## Appendix: Helmholtz conditions and the multiplier inverse problem

### 1. Premises and statement

Take coordinates $q^a$ ($a=1,\dots,n$), velocities $v^a$, and the system $\ddot q^a=f^a(t,q,v)$ with smooth $f^a$. The domain is a time interval times a region of $q$ and a region of $v$, each star-shaped about a point chosen as origin. Repeated indices are summed and $\partial_a=\partial/\partial q^a$. The time derivative along solutions is

$$\Gamma=\partial_t+v^a\partial_a+f^a\,\partial/\partial v^a ,$$

and three matrices are built from $f$:

$$N^a{}_b=\frac{\partial f^a}{\partial v^b},\qquad M^a{}_b=\partial_b f^a,\qquad \Phi=\Gamma N-2M-\tfrac12N^2 .\tag{1}$$

The system is called variational if its solutions are those of the Euler–Lagrange equations of some $L(t,q,v)$ with nonsingular Hessian $g_{ab}=\partial^2L/\partial v^a\partial v^b$. With $p_a=\partial L/\partial v^a$ the chain rule gives

$$\frac{dp_a}{dt}-\partial_aL=g_{ab}\,(\ddot q^b-f^b)+R_a[L],\qquad R_a[L]=\Gamma p_a-\partial_aL .\tag{2}$$

A solution passes through every point $(t,q,v)$, so the left side vanishes on all solutions only if $R_a[L]=0$ identically. Conversely, $R_a=0$ and $\det g\neq0$ return $\ddot q=f$. The Hessian is therefore the multiplier that turns $\ddot q-f$ into an Euler–Lagrange expression.

**Theorem.** The system is variational if and only if a matrix $g_{ab}(t,q,v)$ exists with

- (H1) $g_{ab}=g_{ba}$ and $\det g\neq0$,
- (H2) $\partial g_{ab}/\partial v^c=\partial g_{ac}/\partial v^b$,
- (H3) $\Gamma g=-\tfrac12\,(gN+N^{T}g)$,
- (H4) $g\Phi=\Phi^{T}g$.

In components (H3) reads $\Gamma g_{ab}=-\tfrac12(g_{ac}\,\partial f^c/\partial v^b+g_{bc}\,\partial f^c/\partial v^a)$. For a given $g$ the four conditions test one written form of the equations, which is the question Helmholtz treated in 1887. For unknown $g$ they form a mixed algebraic and differential system, which Douglas analysed for $n=2$ in 1941; the form above is that of Sarlet (1982).

### 2. Two identities

Let $L$ be any smooth function, with $p_a$, $g_{ab}$ and $R_a$ as in (2). Differentiating the coefficients of $\Gamma$ gives the commutators

$$[\partial/\partial v^b,\Gamma]=\partial_b+N^c{}_b\,\partial/\partial v^c,\qquad[\partial_b,\Gamma]=M^c{}_b\,\partial/\partial v^c .\tag{3}$$

Define the antisymmetric matrix $h_{ab}=\partial_bp_a-\partial_ap_b$. The first commutator, acting on $p_a$, yields

$$\frac{\partial R_a}{\partial v^b}=\Gamma g_{ab}+(gN)_{ab}+h_{ab}.$$

Its symmetric part $D$ and antisymmetric part $B$ are

$$D=\Gamma g+\tfrac12(gN+N^Tg),\qquad B=h+\tfrac12(gN-N^Tg).\tag{4}$$

The second commutator yields $\partial_bR_a=\Gamma(\partial_bp_a)+(gM)_{ab}-\partial_a\partial_bL$. The last term is symmetric, so

$$\partial_bR_a-\partial_aR_b=(\Gamma h+gM-M^Tg)_{ab}.\tag{5}$$

Apply $\Gamma$ to $B$ and subtract (5). The term $\Gamma h$ cancels and leaves $\tfrac12\Gamma(gN-N^Tg)-gM+M^Tg$. Insert $\Gamma g=D-\tfrac12(gN+N^Tg)$. The two products $N^TgN$ cancel, and

$$(\Gamma g)N-N^T(\Gamma g)=DN-N^TD-\tfrac12\left[gN^2-(N^2)^Tg\right].$$

The terms with $g$ on the left add up to $\tfrac12g(\Gamma N-2M-\tfrac12N^2)$, and those with $g$ on the right to minus its transpose. Hence

$$\Gamma B_{ab}-\partial_bR_a+\partial_aR_b=\tfrac12\left(g\Phi-\Phi^Tg+DN-N^TD\right)_{ab}.\tag{6}$$

### 3. Necessity

Let $R_a[L]=0$ for a regular $L$. (H1) and (H2) hold because partial derivatives of $L$ commute. All derivatives of $R_a$ vanish, so $D=0$, which is (H3), and $B=0$. Equation (6) then reduces to (H4).

### 4. Sufficiency

Let $g$ obey (H1) to (H4).

*Step 1: a function with Hessian $g$.* At fixed $t,q$ put $p_a=\int_0^1g_{ab}(sv)\,v^b\,ds$. By (H2), $v^b\,\partial g_{ab}/\partial v^c=v^b\,\partial g_{ac}/\partial v^b$, so

$$\frac{\partial p_a}{\partial v^c}=\int_0^1\frac{d}{ds}\left[s\,g_{ac}(sv)\right]ds=g_{ac}(v).$$

By (H1) this is symmetric, and the same argument shows that $L_0=\int_0^1p_a(sv)\,v^a\,ds$ has $\partial L_0/\partial v^a=p_a$. Exchanging the order of the two integrations gives

$$L_0=\int_0^1(1-s)\,g_{ab}(t,q,sv)\,v^av^b\,ds .\tag{7}$$

*Step 2: the remainder is affine in $v$.* For $R_a=R_a[L_0]$, (H3) gives $D=0$, so $\partial R_a/\partial v^b=B_{ab}$ is antisymmetric. Then $T_{abc}=\partial^2R_a/\partial v^b\partial v^c$ is antisymmetric in $ab$ and symmetric in $bc$, and

$$T_{abc}=-T_{bac}=-T_{bca}=T_{cba}=T_{cab}=-T_{acb}=-T_{abc}=0 .$$

Therefore $R_a=E_a(t,q)+B_{ab}(t,q)\,v^b$.

*Step 3: field equations.* By (H3) and (H4) the right side of (6) vanishes. For the affine $R_a$ the left side is

$$\partial_tB_{ab}+\partial_aE_b-\partial_bE_a+v^c\left(\partial_cB_{ab}+\partial_aB_{bc}+\partial_bB_{ca}\right).$$

It vanishes on an open set of velocities, so

$$\partial_cB_{ab}+\partial_aB_{bc}+\partial_bB_{ca}=0,\qquad\partial_tB_{ab}+\partial_aE_b-\partial_bE_a=0 .\tag{8}$$

*Step 4: potentials.* Put

$$A_b=\int_0^1s\,q^cB_{cb}(t,sq)\,ds,\qquad\phi=-\int_0^1q^cE_c(t,sq)\,ds .\tag{9}$$

The first equation (8) gives $\partial_aB_{cb}-\partial_bB_{ca}=\partial_cB_{ab}$, so $\partial_aA_b-\partial_bA_a=\int_0^1\frac{d}{ds}[s^2B_{ab}(t,sq)]\,ds=B_{ab}$. The second then says that $E_a+\partial_tA_a$ has zero curl, so it is the gradient of its radial line integral. Since $q^bA_b=0$ by antisymmetry, that integral is $-\phi$, and $E_a=-\partial_tA_a-\partial_a\phi$.

*Step 5: the Lagrangian.* Take

$$L=L_0+A_av^a-\phi .\tag{10}$$

Its Hessian is $g$, and the added terms change $R_a$ by $\Gamma A_a-v^b\partial_aA_b+\partial_a\phi=-E_a-B_{ab}v^b$. So $R_a[L]=0$, which completes the proof. Two Lagrangians with the same $g$ differ by $A'_av^a-\phi'$ with vanishing fields, which is a total time derivative of a function of $t$ and $q$.

### 5. One dimension

For $n=1$, (H2) and (H4) are empty and (H3) is $\Gamma g=-(\partial f/\partial v)\,g$, a linear ordinary equation along each solution. Let $(q_0,v_0)$ be the data at $t_0$ of the solution through $(t,q,v)$. Then

$$g=G(q_0,v_0)\,\exp\left[-\int_{t_0}^{t}\frac{\partial f}{\partial v}\,dt'\right],\tag{11}$$

with the integral taken along that solution and $G$ any nonvanishing function. Near any point the map to $(q_0,v_0)$ exists and is smooth, so every single second-order equation is locally variational, as Darboux showed. The divergence of the flow $(v,f)$ in the $(q,v)$ plane is $\partial f/\partial v$, so by Liouville's formula the exponential equals the Jacobian $\partial(q_0,v_0)/\partial(q,v)$. The ratio of two multipliers obeys $\Gamma(g_1/g_2)=0$ and is a constant of the motion.

### 6. The unit multiplier

For $g_{ab}=\delta_{ab}$, (7) gives $L_0=\tfrac12v^av^a$ and $R_a[L_0]=f_a$. Steps 2 and 3 then constrain the force itself. For $n=3$ write $B_{ab}=\epsilon_{abc}B_c$. The result is

$$\mathbf f=\mathbf E+\mathbf v\times\mathbf B,\qquad\nabla\cdot\mathbf B=0,\qquad\nabla\times\mathbf E=-\partial_t\mathbf B ,\tag{12}$$

the Lorentz form with the homogeneous Maxwell equations, and $L=\tfrac12\mathbf v^2+\mathbf A\cdot\mathbf v-\phi$. For a charged particle $\mathbf E$ and $\mathbf B$ are the SI fields times the charge-to-mass ratio; conservative and Coriolis forces fit the same form. No condition arises on $\nabla\cdot\mathbf E$, so the source equations do not follow. Linear drag has $N=-\gamma\mathbb 1$, which is symmetric, and the unit multiplier excludes it.

### 7. The damped oscillator

For $f=-\gamma v-\omega_0^2q$ one has $N=-\gamma$ and $\Phi=2\omega_0^2-\tfrac12\gamma^2=2\Omega^2$, where $\Omega=(\omega_0^2-\gamma^2/4)^{1/2}$ is the damped frequency. (H3) reads $\Gamma g=\gamma g$ and is solved by $g=m\,e^{\gamma t}$, with $m$ the mass. Then $L_0=\tfrac12me^{\gamma t}v^2$ and $R=me^{\gamma t}(\gamma v+f)=-me^{\gamma t}\omega_0^2q$, so $B=0$, $\phi=\tfrac12me^{\gamma t}\omega_0^2q^2$ and

$$L=\tfrac12m\,e^{\gamma t}\left(v^2-\omega_0^2q^2\right),\tag{13}$$

the Caldirola–Kanai Lagrangian. Its Hamiltonian is $H=pv-L=e^{\gamma t}\mathcal E$, with $\mathcal E=\tfrac12m(v^2+\omega_0^2q^2)$ the mechanical energy. The form $W=v^2+\gamma qv+\omega_0^2q^2$ satisfies $\Gamma W=-\gamma W$, so $J=\tfrac12me^{\gamma t}W$ is conserved and $1/W$ is a second multiplier, independent of time and, for $\gamma<2\omega_0$, singular only at $q=v=0$. Since $2\omega_0|qv|\le v^2+\omega_0^2q^2$,

$$|J-H|\le\frac{H}{2Q},\qquad Q=\frac{\omega_0}{\gamma}.\tag{14}$$

### 8. Range of validity

The theorem is local. The integrals (7) and (9) need star-shaped regions, and on a region with holes the conditions (8) do not guarantee global potentials. It concerns regular first-order Lagrangians in the original variables; adding auxiliary coordinates poses a different problem. The multiplier need be neither unique nor definite, and $H$ need not be the energy.

For $n\ge2$ a multiplier may not exist. Let $X=g\Phi-\Phi^Tg$. Using (H3),

$$\Gamma X=g\Phi_1-\Phi_1^Tg-\tfrac12(N^TX+XN),\qquad\Phi_1=\Gamma\Phi+\tfrac12[\Phi,N].$$

So $X=0$ forces $g\Phi_1$ to be symmetric, and the same step repeats for $\Phi_2=\Gamma\Phi_1+\tfrac12[\Phi_1,N]$. Take two coupled modes, $f^1=-\gamma_1v^1-\omega_1^2q^1-kq^2$ and $f^2=-\gamma_2v^2-\omega_2^2q^2-kq^1$ (superscripts on $f$, $q$, $v$ are indices), with $\Delta=\gamma_1-\gamma_2$ and $\Omega_i^2=\omega_i^2-\gamma_i^2/4$. Here $\Phi$ is constant with diagonal $2\Omega_i^2$ and off-diagonal $2k$. The matrix $\Phi_1$ has the off-diagonal entries $(\Phi_1)^1{}_2=k\Delta=-(\Phi_1)^2{}_1$, both off-diagonal entries of $\Phi_2$ are $\tfrac12k\Delta^2$, and the diagonals of both vanish. The three symmetry conditions are

$$2k(g_{11}-g_{22})+2(\Omega_2^2-\Omega_1^2)\,g_{12}=0,\qquad k\Delta\,(g_{11}+g_{22})=0,\qquad\tfrac12k\Delta^2(g_{11}-g_{22})=0 .$$

For $k\Delta\neq0$ and $\Omega_1\neq\Omega_2$ they give $g=0$ at every point, whatever the dependence of $g$ on $t,q,v$. Two coupled modes with unequal damping rates and unequal damped frequencies have no Lagrangian of this kind. In a similar way, for $\mathbf f=-\gamma\mathbf v+\mathbf E+\mathbf v\times\mathbf B$ the choice $g=e^{\gamma t}\delta_{ab}$ obeys (H3), but the cross term in $N^2$ makes (H4) require $\nabla\times\mathbf E=-\partial_t\mathbf B-\gamma\mathbf B$. This particular multiplier therefore fails for a static magnetic field with curl-free $\mathbf E$.

For a resonator, (13) presumes one isolated mode, linear elasticity, damping linear in $v$ with constant $\gamma$, and neither drive nor thermal noise. A drive force $F(t)$ is included by adding $e^{\gamma t}F(t)\,q$ to $L$.

### 9. Illustration: ring-down of a quartz plate

Consider the fundamental thickness-shear mode of a Y-cut $\alpha$-quartz plate with free faces at $y=\pm d/2$. The displacement is along the twofold axis $x$, $u_x=q(t)\sin(\pi y/d)$, taken as uniform over the electrode area $S$. The only strain is the shear $\partial u_x/\partial y$, which in class 32 is governed by $c_{66}=\tfrac12(c_{11}-c_{12})$ and does not couple elastically to the other two polarisations. The integrals of $\sin^2(\pi y/d)$ and $\cos^2(\pi y/d)$ over the thickness both equal $d/2$. The kinetic energy is then $\tfrac12mv^2$ with $m=\tfrac12\rho Sd$, the strain energy is $\tfrac12c_{66}(\pi/d)^2\,(Sd/2)\,q^2$, and

$$\omega_0=\frac{\pi v_s}{d},\qquad v_s=(c_{66}/\rho)^{1/2}.$$

The compiled lattice constants at 298 K, $a=4.9137$ Å and $c=5.4047$ Å (Sutter 2016), give the cell volume $\tfrac{\sqrt3}{2}a^2c=113.01$ Å$^3$. With three SiO$_2$ units per cell and a molar mass of approximately 60.084 g/mol the density is $\rho=2649$ kg m$^{-3}$. The compiled moduli at 298 K, $c_{11}=86.79$ GPa and $c_{12}=6.986$ GPa (Xie 2023), treated here as constant-field values, give $c_{66}=39.90$ GPa and $v_s=3.88$ km/s.

Piezoelectric stiffening is neglected. With the typical inputs $|e_{26}|\approx0.17$ C m$^{-2}$ and in-plane permittivity $\varepsilon_{22}\approx4.5\,\varepsilon_0$, its relative size is $e_{26}^2/(\varepsilon_{22}c_{66})=0.018$, which raises the frequency by up to 0.9 per cent. Two figures are therefore kept below.

The assumed inputs are $d=0.25$ mm, $S=20$ mm$^2$, $Q=10^5$ and an initial amplitude $q_0=10$ nm at rest. The model gives:

| quantity | model value |
|---|---|
| $\omega_0/2\pi$ | 7.8 MHz |
| $\omega_0$ | $4.9\times10^{7}$ s$^{-1}$ |
| $\gamma=\omega_0/Q$ | $4.9\times10^{2}$ s$^{-1}$ |
| $1/\gamma$ | 2.0 ms |
| doubling time of $g$, $\ln2/\gamma$ | 1.4 ms |
| relative growth of $g$ per period, $2\pi/Q$ | $6.3\times10^{-5}$ |
| $m$ | 6.6 mg |
| $\mathcal E(0)=\tfrac12m\omega_0^2q_0^2$ | 0.79 µJ |

The damping lowers the frequency by the fraction $1-\Omega/\omega_0\simeq1/(8Q^2)=1.25\times10^{-11}$, about 0.1 mHz. This is far below the neglected stiffening, so it has meaning only as a difference within the model. After 10 ms the multiplier has grown by $e^{4.9}\approx1.3\times10^{2}$, a factor that moves by 5 per cent for a 1 per cent change of $\omega_0$ at fixed $Q$. The energy has then fallen to about 6 nJ, while by (14) the Hamiltonian $e^{\gamma t}\mathcal E$ stays within about $5\times10^{-6}$, in relative terms, of the constant $J=\mathcal E(0)$.

In real electroded plates the vibration is typically concentrated at the centre, so the uniform profile overestimates the mass and the energies referred to the central amplitude, roughly by a factor of two. The rate $\gamma$ and the growth of the multiplier do not depend on $m$. If the shear mode is coupled to a neighbouring mode with a different damping rate and damped frequency, the obstruction of Section 8 applies, and (13) remains valid only as the one-mode reduction.